## The Spirito boundary of the linear-mode SOA: a two-cell model

### Model

Split the die into two equal halves that share gate and drain. In saturation half $j$ carries $I_j=\tfrac12K(T_j)\,[V_G-V_T(T_j)]^2$, with $K\propto T^{-m}$, $dV_T/dT=-k_v$, $k_v>0$, and $T$ in kelvin. Each half has heat capacity $C/2$, thermal resistance $2R$ to a case held at $T_c$, and conductance $G$ to its neighbour. With $V\equiv V_{DS}$,

$$\tfrac{C}{2}\dot T_1=VI_1-\frac{T_1-T_c}{2R}-G(T_1-T_2),$$

and likewise for $1\leftrightarrow2$. The uniform state has total current $I$ and temperature rise $\theta=T-T_c=VIR$.

### Temperature coefficient

At fixed $V_G$, with $g_m=2\sqrt{KI}$,

$$\alpha=\frac{\partial I}{\partial T}=g_mk_v-\frac{mI}{T}=2k_v\sqrt{KI}-\frac{mI}{T}.$$

It vanishes at $I_{ZTC}=4Kk_v^2T^2/m^2$. At fixed $T$, $\partial\alpha/\partial I=0$ gives $I=I_{ZTC}/4$, where $\alpha_{max}=Kk_v^2T/m$.

### Modes

Each half responds with $\delta I_j=\tfrac12\alpha\,\delta T_j$. With $\tau=RC$ and $g=4GR$, the even and odd modes $\delta T_1=\pm\delta T_2$ grow at the rates

$$\lambda_e=\frac{\alpha VR-1}{\tau},\qquad \lambda_o=\frac{\alpha VR-1-g}{\tau}.$$

An inrush limiter regulates the total current through the gate. If that loop is fast compared with $\tau$, it cancels the even part of $\delta I_j$ and $\lambda_e$ becomes $-1/\tau$. The odd mode leaves the total current unchanged, so the loop does not act on it and the halves see a fixed gate bias. For $g\to0$ it grows when $\alpha VR>1$.

Spirito's criterion for a pulse of length $t$ is $\alpha VZ_{th}(t)>1$, here with $Z_{th}=R(1-e^{-t/\tau})$. For $t\gg\tau$ it coincides with the eigenvalue condition at $g=0$. For $t\ll\tau$ it reads $\alpha Vt/C>1$, one e-fold of adiabatic growth, which is an estimate and no sharp threshold. Junction-to-case time constants are typically milliseconds and slow inrush lasts tenths of a second or more, so $Z_{th}=R$ below.

### Where the SOA leaves the power limit

No state at temperature $T$ is unstable below

$$V^*(T)=\frac{1}{\alpha_{max}R}=\frac{m}{Kk_v^2TR}.$$

This condition is sufficient but not necessary, because $I$ and $T$ are tied by $\theta=VIR$. Reaching $I_{ZTC}/4$ at $V^*$ needs $\theta=T/m$. Inserting $I=\theta/VR$ into $\alpha VR=1$ gives $2k_v\sqrt{KVR\theta}=1+y$ with $y=m\theta/T$, so the boundary is

$$V_b(\theta)=\frac{(1+y)^2}{4k_v^2K(T)R\theta}=V^*(T)\,\frac{(1+y)^2}{4y}\ge V^*(T),\qquad T=T_c+\theta .$$

For $m>1$, $dV_b/d\theta=0$ reduces to $(m^2-1)\theta^2+2(m-1)T_c\theta-T_c^2=0$, whose one positive root is

$$\theta^*=T_c\,\frac{\sqrt{2m(m-1)}-(m-1)}{m^2-1}.$$

The SOA is purely power limited up to $V_{on}=V_b(\min[\theta^*,\Delta T])$, with $\Delta T=T_{j,max}-T_c$. Since $V^*\propto T^{m-1}$, $V^*(T_c)$ is a strict lower bound on $V_{on}$.

For $m=2$ the problem closes, coupling included. With $u=\theta/T_c$ and $v=V/V^*(T_c)$, the condition $\lambda_o=0$ is

$$[1+g+(3+g)u]^2=8vu,$$

with minimum $v_{on}=(1+g)(3+g)/2$ at $u=(1+g)/(3+g)$. At $g=0$, $V_{on}=\tfrac32V^*(T_c)$ at $\theta=T_c/3$, and the uniform state is unstable between

$$u_\pm=\tfrac19\left[4v-3\pm\sqrt{(4v-3)^2-9}\right].$$

For $v\gg1$, $u_-\to1/8v$ and $I_-\to1/(4Kk_v^2R^2V^2)$ with $K=K(T_c)$: the log-log slope of the SOA edge is $-2$, against $-1$ for constant power.

### Numbers

Assumed inputs, typical of a 20 A class, 600 V Si superjunction MOSFET: $K(300\ \mathrm K)=6$ A/V², $k_v=6$ mV/K, $m=2$, $R=0.6$ K/W, $T_{j,max}=423$ K, $T_c=300$ K. The power limit is $\Delta T/R=205$ W.

At 300 K, $I_{ZTC}=19.4$ A, $\alpha_{max}=32.4$ mA/K at 4.86 A, and $V^*=51.4$ V. That point would need $\theta=150$ K at the coefficients of 300 K, so it is not an operating point. At $g=0$ the onset is $V_{on}=77.2$ V, at $\theta=100$ K and 2.16 A, which also exceeds $V^*(423\ \mathrm K)=72.5$ V. The upper root meets the power limit at 78.0 V. Above that voltage every current between $I_-$ and the power limit is unstable.

| $V$ (V) | $\theta_-$ (K) | $I_-$ (A) | $VI_-$ (W) |
|---|---|---|---|
| 100 | 35 | 0.59 | 59 |
| 200 | 12 | 0.10 | 20 |
| 400 | 5.4 | 0.022 | 8.9 |

An assumed 470 µF load charged to 400 V at constant current starts at $V=400$ V, where $I_-$ is smallest. The power limit there is 0.51 A, a ramp of 0.37 s, while staying below $I_-$ takes 8.4 s.

### Size of the neglected terms

*Lateral heat flow.* For an assumed $5\times5\times0.2$ mm³ die whose half centres lie 2.5 mm apart, the compiled conductivity of Si, 130 W/(m K) (Ioffe Institute, temperature not stated), gives $G=0.052$ W/K, $g=0.12$ and $V_{on}=90$ V. If instead a fraction $f$ of $R$ lies in the tab and is common to both halves, the odd mode does not heat it and $1+g=1/(1-f)$. An assumed $f=1/4$ gives 114 V at $\theta=120$ K.

*Moderate inversion.* The 400 V row has an overdrive of only 62 mV, where the square law overstates $g_m/I$. Replace it by $I=Kb^2L^2$, $L=\ln[1+e^{(V_G-V_T)/b}]$, $b=2nk_BT/q$, which joins the square law to the subthreshold exponential. An assumed slope factor $n=3$ gives $b=0.155$ V at 300 K. Solving $VR\,\partial I/\partial T=1$ numerically at 400 V gives $\theta=20$ K and $I_-=0.083$ A, 3.7 times the table entry, and a ramp of 2.3 s. At the onset point $g_m$ drops only by the fraction $e^{-L}=0.02$, so the square law is adequate for $V_{on}$ but not for the high-voltage tail.

*Meaning of the boundary.* Crossing it ends uniform current sharing and does not by itself destroy the device. Two uncoupled halves at fixed total current can at most double $\theta$, whereas a real die can focus its current into a much smaller area.

All these figures are the model's. At $g=0$ and $m=2$, $V_{on}\propto1/(Kk_v^2R)$, so an assumed $k_v=8$ mV/K scales it by 0.56. Data-sheet DC lines of such devices typically steepen somewhere between about 20 V and 100 V. The model's 77 to 114 V lies at the upper end, and dense-cell designs with larger $KR$ bend at a voltage several times lower.